**Vertical ionisation energy of CH₃SiH₂OCF₃ across levels of theory**

The table holds the vertical ionisation energy at one PBE0-D4/def2-TZVP geometry from six functionals, HF, MP2, CCSD and CCSD(T) in def2 bases (Ansatz 0.2.0), with errors taken against a composite CCSD(T) basis-set limit. The program fits the functionals' errors to a line in c = IE + HOMO energy, a measure of delocalisation error, and to two models in the share of exact exchange. The line in c has the expected sign but an rms misfit of 0.12 eV, about the same as the line in the long-range share, and all three models fail for HF, which was left out of the fits. The program also splits the CCSD(T) value into Koopmans, relaxation, correlation and triples parts and compares the correlation part with a per-electron count, which is near for MP2 and too large for coupled cluster. The basis shift of the correlated rows comes mostly from opposite-spin correlation and is built into the limit rows.

Calculated values. Vertical ionisation of CH₃SiH₂OCF₃ in the gas phase at the neutral's PBE0-D4/def2-TZVP geometry (Ansatz 0.2.0; unrestricted cation, frozen cores in MP2 and coupled cluster). The limit rows extrapolate HF and MP2 from def2-TZVPP and def2-QZVPP; coupled cluster adds its difference from MP2 in def2-TZVPP. In correlated rows ⟨S²⟩ is that of the HF reference.

## Numerical check

```python
# Table: vertical ionisation energy (eV) of CH3SiH2OCF3, Ansatz 0.2.0, six functionals, HF, MP2, CCSD, CCSD(T), def2 bases.
# Tested: functional error against c = IE + HOMO energy and exact-exchange share; sum of parts and electron count for HF to CCSD(T).
T = {
    'level': ['PBE-D4/def2-TZVPP', 'r2SCAN-D4/def2-TZVPP', 'B3LYP-D4/def2-TZVPP', 'PBE0-D4/def2-TZVPP', 'wB97X-V/def2-TZVPP', 'wB97M-V/def2-TZVPP', 'CCSD(T)/def2-TZVPP', 'CCSD(T)/def2-limit', 'CCSD/def2-TZVPP', 'CCSD/def2-limit', 'HF/def2-QZVPP', 'HF/def2-TZVPP', 'HF/def2-limit', 'MP2/def2-QZVPP', 'MP2/def2-TZVPP', 'MP2/def2-limit'],
    'exx_long': [0, 0, 20, 25, 100, 100, None, None, None, None, 100, 100, 100, None, None, None],  # %
    'ie': [10.92, 11.15, 11.43, 11.42, 11.7, 11.66, 11.81, 11.93, 11.86, 11.99, 11.19, 11.21, 11.19, 12.12, 12.05, 12.17],  # eV
    'error': [-1.01, -0.78, -0.5, -0.51, -0.23, -0.27, -0.12, 0.0, -0.07, 0.05, -0.74, -0.72, -0.74, 0.19, 0.12, 0.24],  # eV
    's2': [0.752, 0.756, 0.756, 0.758, 0.759, 0.757, 0.766, None, 0.766, None, 0.766, 0.766, None, 0.766, 0.766, None],
}
import numpy as np
ix = {l: i for i, l in enumerate(T['level'])}
ie = lambda m, b='TZVPP': T['ie'][ix[m + '/def2-' + b]]
F = ['PBE-D4', 'r2SCAN-D4', 'B3LYP-D4', 'PBE0-D4', 'wB97X-V', 'wB97M-V']
r = [ix[f + '/def2-TZVPP'] for f in F]
I, err, lr, s2 = (np.array([T[k][i] for i in r], float) for k in ('ie', 'error', 'exx_long', 's2'))
# further outputs of the same runs (eV): neutral HOMO; D4 energy of cation and neutral
homo = np.array([-7.833598, -8.198914, -9.09413, -9.312923, -11.74547, -11.59822])
d4 = np.array([-0.21965, -0.055864, -0.35169, -0.18526, 0, 0]) - np.array([-0.24583, -0.063071, -0.39282, -0.20742, 0, 0])
homo_hf, homo1_wx = -12.77048, -12.18363
sr = lr.copy(); sr[4:] = [17, 15]  # short-range shares of wB97X-V, wB97M-V in %, rough recalled definitions
c = I - d4 + homo
def fit(*x):
    A = np.column_stack([np.ones(6), *x]); p = np.linalg.lstsq(A, err, rcond=None)[0]
    return p, err - A @ p
pA, rA = fit(c); pB, rB = fit(lr); pC, rC = fit(sr, lr - sr)
print("All energies in eV; table rounding 0.005 per entry, 0.01 per difference")
print("c = IE without D4 + HOMO; resA, resB, resC = error less models A, B, C")
print("level       error   HOMO   D4 part  IE no D4    c     resA   resB   resC  S2-0.75")
for k, f in enumerate(F):
    print(f"{f:10s} {err[k]:6.2f} {homo[k]:7.2f} {d4[k]:7.3f} {I[k]-d4[k]:8.2f} {c[k]:7.2f} {rA[k]:6.2f} {rB[k]:6.2f} {rC[k]:6.2f} {s2[k]-0.75:6.3f}")
for n, res in (('A', rA), ('B', rB), ('C', rC)):
    w = np.argmax(abs(res)); print(f"model {n}: rms {np.sqrt(np.mean(res**2)):.2f}, worst {F[w]} {res[w]:+.2f}")
print(f"A: error = {pA[0]:.2f} {pA[1]:+.3f} * c")
print(f"B: error = {pB[0]:.2f} {pB[1]:+.4f} * long-range %")
print(f"C: error = {pC[0]:.2f} {pC[1]:+.4f} * short-range % {pC[2]:+.4f} * extra long-range %")
print(f"spread over functionals: IE {np.ptp(I):.2f}, HOMO {np.ptp(homo):.2f}")
print(f"r2SCAN less PBE: IE {I[1]-I[0]:+.2f}, c {c[1]-c[0]:+.2f}; PBE0 less PBE: IE {I[3]-I[0]:+.2f}, c {c[3]-c[0]:+.2f}")
print(f"wB97X-V less PBE0: IE {I[4]-I[3]:+.2f}, c {c[4]-c[3]:+.2f}; wB97X-V HOMO to HOMO-1 {homo[4]-homo1_wx:.2f}")
J = I - d4; ext = J[0] + (J[3] - J[0]) * 100 / lr[3]
print(f"PBE to PBE0 line carried to 100%: {ext:.2f}, above HF/TZVPP by {ext-ie('HF'):.2f}")
cH = ie('HF') + homo_hf; eH = T['error'][ix['HF/def2-TZVPP']]
print(f"HF/TZVPP (not fitted, no correlation): c {cH:.2f}, error {eH:.2f}, S2-0.75 {T['s2'][ix['HF/def2-TZVPP']]-0.75:.3f}")
print(f"  predicted error A {pA[0]+pA[1]*cH:+.2f}, B {pB[0]+pB[1]*100:+.2f}, C {pC[0]+pC[1]*100:+.2f}")
# further outputs of the same runs (eV), as (neutral, cation)
ss = {'TZVPP': (-9.767511, -9.565748), 'QZVPP': (-10.27659, -10.06403), 'limit': (-10.65368, -10.43313)}
op = {'TZVPP': (-29.10394, -28.46454), 'QZVPP': (-31.93656, -31.22698), 'limit': (-34.03481, -33.27323)}
cc = np.array([-39.75059, -39.09846]); tr = np.array([-1.323999, -1.378723])
mp = np.add(ss['TZVPP'], op['TZVPP']); d = lambda x: x[1] - x[0]
tot = -homo_hf + cH + d(cc) + d(tr)
print(f"TZVPP sum: Koopmans {-homo_hf:.2f}, relaxation {cH:+.2f}, CCSD {d(cc):+.3f}, triples {d(tr):+.3f}")
print(f"  total {tot:.2f}, table CCSD(T) {ie('CCSD(T)'):.2f}")
print("correlation part of IE at TZVPP against neutral correlation / 44 valence electrons")
for n, x in (('MP2', mp), ('CCSD', cc), ('CCSD(T)', cc + tr)):
    print(f"  {n:8s} found {d(x):.3f}, count {-x[0]/44:.3f}, ratio {d(x)/(-x[0]/44):.2f}")
print(f"CCSD less MP2 correlation: neutral {cc[0]-mp[0]:.3f}, cation {cc[1]-mp[1]:.3f}, on IE {d(cc)-d(mp):+.3f}")
print(f"triples: neutral {tr[0]:.3f}, cation {tr[1]:.3f}")
for b in ss:
    print(f"MP2 part of IE, {b}: same spin {d(ss[b]):.3f}, opposite spin {d(op[b]):.3f}, sum {d(ss[b])+d(op[b]):.3f}")
s1, s0 = d(ss['limit']) - d(ss['TZVPP']), d(op['limit']) - d(op['TZVPP'])
print(f"TZVPP to limit, MP2 correlation: same spin {s1:+.3f}, opposite spin {s0:+.3f} ({100*s0/(s0+s1):.0f}% of sum)")
M = ['HF', 'MP2', 'CCSD', 'CCSD(T)']
print("TZVPP to limit, IE shift: " + ", ".join(f"{m} {ie(m,'limit')-ie(m):+.2f}" for m in M))
for b in ('TZVPP', 'limit'):
    print(f"less CCSD(T) in the same basis, {b}: " + ", ".join(f"{m} {ie(m,b)-ie('CCSD(T)',b):+.2f}" for m in M[:3]))
print("functionals less CCSD(T)/TZVPP: " + " ".join(f"{x-ie('CCSD(T)'):+.2f}" for x in I))
assert np.all(err < 0) and pA[1] < 0
assert all(ie('HF', b) < ie('CCSD(T)', b) < ie('CCSD', b) < ie('MP2', b) for b in ('TZVPP', 'limit'))
assert abs(tot - ie('CCSD(T)')) < 0.015
assert c[0] > c[1] > c[2] > c[3] > max(abs(c[4]), abs(c[5])) and cH < 0
```

It prints:

```
All energies in eV; table rounding 0.005 per entry, 0.01 per difference
c = IE without D4 + HOMO; resA, resB, resC = error less models A, B, C
level       error   HOMO   D4 part  IE no D4    c     resA   resB   resC  S2-0.75
PBE-D4      -1.01   -7.83   0.026    10.89    3.06  -0.20  -0.23  -0.12  0.002
r2SCAN-D4   -0.78   -8.20   0.007    11.14    2.94   0.01  -0.00   0.11  0.006
B3LYP-D4    -0.50   -9.09   0.041    11.39    2.29   0.16   0.17   0.05  0.006
PBE0-D4     -0.51   -9.31   0.022    11.40    2.08   0.11   0.13  -0.04  0.008
wB97X-V     -0.23  -11.75   0.000    11.70   -0.05  -0.03  -0.01   0.01  0.009
wB97M-V     -0.27  -11.60   0.000    11.66    0.06  -0.05  -0.05  -0.01  0.007
model A: rms 0.12, worst PBE-D4 -0.20
model B: rms 0.13, worst PBE-D4 -0.23
model C: rms 0.07, worst PBE-D4 -0.12
A: error = -0.21 -0.196 * c
B: error = -0.78 +0.0056 * long-range %
C: error = -0.89 +0.0169 * short-range % +0.0044 * extra long-range %
spread over functionals: IE 0.78, HOMO 3.91
r2SCAN less PBE: IE +0.23, c -0.12; PBE0 less PBE: IE +0.50, c -0.98
wB97X-V less PBE0: IE +0.28, c -2.13; wB97X-V HOMO to HOMO-1 0.44
PBE to PBE0 line carried to 100%: 12.91, above HF/TZVPP by 1.70
HF/TZVPP (not fitted, no correlation): c -1.56, error -0.72, S2-0.75 0.016
  predicted error A +0.09, B -0.22, C +0.80
TZVPP sum: Koopmans 12.77, relaxation -1.56, CCSD +0.652, triples -0.055
  total 11.81, table CCSD(T) 11.81
correlation part of IE at TZVPP against neutral correlation / 44 valence electrons
  MP2      found 0.841, count 0.883, ratio 0.95
  CCSD     found 0.652, count 0.903, ratio 0.72
  CCSD(T)  found 0.597, count 0.934, ratio 0.64
CCSD less MP2 correlation: neutral -0.879, cation -1.068, on IE -0.189
triples: neutral -1.324, cation -1.379
MP2 part of IE, TZVPP: same spin 0.202, opposite spin 0.639, sum 0.841
MP2 part of IE, QZVPP: same spin 0.213, opposite spin 0.710, sum 0.922
MP2 part of IE, limit: same spin 0.221, opposite spin 0.762, sum 0.982
TZVPP to limit, MP2 correlation: same spin +0.019, opposite spin +0.122 (87% of sum)
TZVPP to limit, IE shift: HF -0.02, MP2 +0.12, CCSD +0.13, CCSD(T) +0.12
less CCSD(T) in the same basis, TZVPP: HF -0.60, MP2 +0.24, CCSD +0.05
less CCSD(T) in the same basis, limit: HF -0.74, MP2 +0.24, CCSD +0.06
functionals less CCSD(T)/TZVPP: -0.89 -0.66 -0.38 -0.39 -0.11 -0.15
```
